A single upward shift of the empty bands does not turn the r2SCAN bands of this SiC5N8 cell into the HSE06 bands. Set to give the right gap at Gamma, the shift makes the fundamental gap, the smallest energy from any filled to any empty level, too large by 0.18 eV relative to HSE06. The error comes from the lowest empty band, which rises by different amounts at different k points.

Band levels of SiC5N8 (beta-nitride host, 14-atom cell, space group Pm) from Ansatz 0.2.0, plane-wave PAW DFT without spin polarisation, at the r2SCAN-relaxed geometry. The cheaper level is r2SCAN (500 eV cutoff, 4×10×4 k mesh), the costlier HSE06 (420 eV, 4×6×4), each counted from its own valence top. Points extra_v and extra_c are the PBE band edges.

| point name | band v2, cheaper level (eV) | band v1, cheaper level (eV) | band c1, cheaper level (eV) | band c2, cheaper level (eV) | band v2, costlier level (eV) | band v1, costlier level (eV) | band c1, costlier level (eV) | band c2, costlier level (eV) |
| --- | --- | --- | --- | --- | --- | --- | --- | --- |
| Gamma | -0.358 | 0.000 | 3.446 | 3.724 | -0.326 | 0.000 | 4.592 | 4.924 |
| Z | -2.435 | -2.047 | 3.320 | 3.961 | -2.558 | -2.180 | 4.282 | 5.049 |
| D | -1.948 | -1.703 | 3.358 | 3.872 | -2.012 | -1.821 | 4.319 | 5.077 |
| B | -0.249 | -0.060 | 3.875 | 4.043 | -0.234 | -0.054 | 5.047 | 5.206 |
| A | -0.215 | -0.037 | 3.811 | 3.969 | -0.201 | -0.030 | 4.997 | 5.131 |
| E | -1.968 | -1.792 | 3.350 | 4.058 | -2.058 | -1.899 | 4.351 | 5.262 |
| C_2 | -1.902 | -1.527 | 3.505 | 4.459 | -1.992 | -1.634 | 4.631 | 5.592 |
| Y_2 | -0.247 | -0.045 | 3.667 | 4.156 | -0.232 | -0.036 | 4.855 | 5.330 |
| extra_v | -0.358 | 0.000 | 3.447 | 3.725 | -0.326 | 0.000 | 4.592 | 4.925 |
| extra_c | -2.379 | -1.772 | 3.314 | 3.909 | -2.532 | -1.880 | 4.284 | 5.023 |

A k point states how the phase of an orbital changes from one cell to the next. Bands v1 and v2 are the two highest filled ones, c1 and c2 the two lowest empty ones, and each level of theory counts energies from its own valence top. The usual short cut, called a scissor, leaves the filled bands alone and raises all empty levels by one constant. It is attractive because the costlier gap at one k point would then correct the whole band structure.

**Gamma.** This row supplies the constant, so its c1 level is matched by construction. The constant is $4.592-3.446=1.146$ eV. The gap widens because HSE06 replaces part of the semilocal exchange by screened Fock exchange. Fock exchange lowers a level through the overlap of its orbital with the filled orbitals of the same spin. Filled levels gain most from this, while semilocal exchange leaves in part of the electrons' spurious repulsion with themselves and tends to put these levels too high. Empty levels are usually bound less by Fock exchange than by the semilocal exchange it replaces, so they tend to rise.

**Z and D.** Here the scissor fails. The lowest r2SCAN conduction level in the table lies at extra_c, close to Z, and the scissor predicts a fundamental gap of $3.314+1.146=4.460$ eV. HSE06 gives 4.282 eV. At D the constant overshoots c1 by as much as at Z.

The failure can be recognised without looking at every k point. A scissor must preserve the difference between the direct gap at Gamma and the fundamental gap, because both grow by the same amount. Yet this difference goes from 0.13 eV in r2SCAN to 0.31 eV in HSE06. The cheaper level, even after the shift, makes the gap look much closer to direct than the costlier one does.

Theory explains why one constant is not enough. To first order, a level $n$ at wavevector $\mathbf{k}$ with orbital $\psi_{n\mathbf{k}}$ changes by

$$\Delta_{n\mathbf{k}}\approx\langle\psi_{n\mathbf{k}}|\Delta\hat V|\psi_{n\mathbf{k}}\rangle ,$$

where $\Delta\hat V$ is the difference between the HSE06 and r2SCAN potentials. The table counts from the valence top, so it shows this change less that of the valence top, which is the same amount for every row. Its Fock part is non-local: it depends on how the orbital overlaps with the filled orbitals around it. The semilocal part changes as well, since HSE06 is built on the functional PBE and not on r2SCAN, and the table cannot separate the two parts. At Gamma the orbital repeats with the same phase in every cell, while at Z its phase reverses from cell to cell along the short axis $b$. The two orbitals therefore place their charge and their nodes differently and can feel a different correction. The scissor replaces all these values by one number.

**B, A and Y_2.** At these points the Gamma constant nearly works, falling short for c1 by at most 0.04 eV. A test confined to Gamma and these three points would therefore pass the scissor, although it fails where the conduction band is lowest. Taking the constant from the fundamental gap instead moves the trouble here, with a shortfall of up to 0.22 eV.

**E and C_2.** E behaves much like Z and D. C_2 also has its phase reversed along $b$, but its c1 level rises by 1.13 eV, almost as much as at Gamma. The phase along one axis is thus no safe guide to the correction; what counts is the whole orbital.

**The second empty band.** Energy is no safe guide either. Among the named points the three lowest c1 levels, at Z, D and E, do rise least. At A and Z, however, the c2 levels lie within 0.01 eV of each other in r2SCAN, yet their changes differ by 0.07 eV. A correction that depended only on the energy of a level would have to treat them alike. The two calculations also differ in plane-wave cutoff and k mesh, and the share of these settings in such small differences is untested. Levels are also paired by their order in energy, so where c1 and c2 lie close together, as at A, a pair need not be the same orbital.

**The filled bands.** The other half of the scissor, that filled bands stay put, fails as well. At Z, D, E and C_2 the v1 level lies 6 to 7 % deeper below the valence top in HSE06. A uniform stretch could largely repair these four levels but not the filled bands as a whole, since v2 at Gamma moves slightly towards the top. At Z, D and E the deeper v1 partly makes up for the smaller rise of c1, so the vertical gap, taken at one k point, changes more evenly than c1 itself and can hide the fault.

The output below lists the changes and the misses of the Gamma scissor row by row. Even the best single constant would leave a c1 error of about 0.11 eV somewhere among the eight named points. The practical rule is to read the costlier levels at the k points of both band edges, here Gamma and the region near Z, before trusting a shift. If the lowest empty level does not rise equally at the two, the fundamental gap should be taken from the costlier calculation itself. An equal rise there would still not vouch for the other k points.

Numerical output:

```
Change from r2SCAN to HSE06 and miss of the Gamma scissor (eV):
      row  v2 change  v1 change  c1 change  c2 change  vertical gap change  scissor less HSE06 for c1
    Gamma      0.032          0      1.146        1.2                1.146                          0
        Z     -0.123     -0.133      0.962      1.088                1.095                      0.184
        D     -0.064     -0.118      0.961      1.205                1.079                      0.185
        B      0.015      0.006      1.172      1.163                1.166                     -0.026
        A      0.014      0.007      1.186      1.162                1.179                      -0.04
        E      -0.09     -0.107      1.001      1.204                1.108                      0.145
      C_2      -0.09     -0.107      1.126      1.133                1.233                       0.02
      Y_2      0.015      0.009      1.188      1.174                1.179                     -0.042
  extra_v      0.032          0      1.145        1.2                1.145                      0.001
  extra_c     -0.153     -0.108       0.97      1.114                1.078                      0.176
Fundamental gap, r2SCAN (eV): 3.314
Fundamental gap, HSE06 (eV): 4.282
Change of the fundamental gap (eV): 0.968
Scissor constant from the gap at Gamma (eV): 1.146
Fundamental gap predicted by the Gamma scissor (eV): 4.46
Gamma scissor less HSE06 for the fundamental gap (eV): 0.178
Largest shortfall for c1 if the constant is taken from the fundamental gap (eV): -0.22
Direct less indirect gap, r2SCAN (eV): 0.132
Direct less indirect gap, HSE06 (eV): 0.31
Ratio of these two differences, HSE06 to r2SCAN: 2.348
Spread of the c1 change over the named points (eV): 0.227
Largest c1 miss left by the best single constant (eV): 0.1135
Spread of the vertical gap change over the named points (eV): 0.154
Range of c1 over the named points, r2SCAN (eV): 0.555
Range of c1 over the named points, HSE06 (eV): 0.765
Least deepening of v1 at Z D E C_2 (percent): 5.971
Largest deepening of v1 at Z D E C_2 (percent): 7.007
r2SCAN energy of c2 at A less that at Z (eV): 0.008
Change of c2 at A less that at Z (eV): 0.074
```
